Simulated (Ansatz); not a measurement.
The HOMO–LUMO gap down a group: B to In

One atom is swapped for its congeners: BSiH4ClO2 `OB(Cl)O[SiH3]`; AlSiH4ClO2 `[OH][Al]([Cl])[O][SiH3]`; InSiH4ClO2 `[OH][In]([Cl])[O][SiH3]`. The Ga member is missing. All are singlets with charge 0.

Shapes, held fixed at every level: PBE0-D4/def2-TZVP. Flexible molecules stand in one conformer, not always the lowest. Programs: Ansatz 0.2.0. Values in eV.

(1) How should the HOMO–LUMO gap change along the series?

Answers

(1) At wB97X-V/def2-TZVPP the HOMO–LUMO gap falls at every step, from 13.56 to 10.82 eV. Every level shows the same order. For atoms past krypton def2 sets carry core potentials with scalar relativity. Orbital gaps aren't excitation energies, and the LUMO depends on the basis.

| level | BSiH4ClO2 | AlSiH4ClO2 | InSiH4ClO2 |
| --- | --- | --- | --- |
| PBE-D4/def2-TZVPP | 6.77 | 5.68 | 3.88 |
| r2SCAN-D4/def2-TZVPP | 7.62 | 6.51 | 4.46 |
| B3LYP-D4/def2-TZVPP | 8.58 | 7.48 | 5.72 |
| PBE0-D4/def2-TZVPP | 9.12 | 8.00 | 6.26 |
| r2SCAN0-D4/def2-TZVPP | 9.67 | 8.52 | 6.64 |
| wB97M-V/def2-TZVPP | 13.03 | 11.91 | 10.51 |
| wB97X-V/def2-TZVPP | 13.56 | 12.40 | 10.82 |

The gap narrows from boron to aluminium to indium with every functional, and the second step is always the larger, though it spans two periods. All three centres are formally trivalent with an empty valence p orbital, so the trend probably follows how strongly the ligands push the acceptor level up. Boron's compact 2p orbital overlaps well with the oxygen and chlorine lone pairs, and this π donation raises the empty level. With the more diffuse valence shells of aluminium and indium, π overlap and σ bonding both weaken. In indium, the low-lying 5s orbital probably also stabilises the In–Cl and In–O antibonding combinations, while more polar bonds may leave the ligand lone pairs higher in energy.

The ordering is far firmer than the size of any gap: for the boron compound alone the values run from 6.77 to 13.56 eV, probably mainly reflecting the amount and range of exact exchange. Without gallium, the series can't show whether filling the 3d shell interrupts the smooth decline.
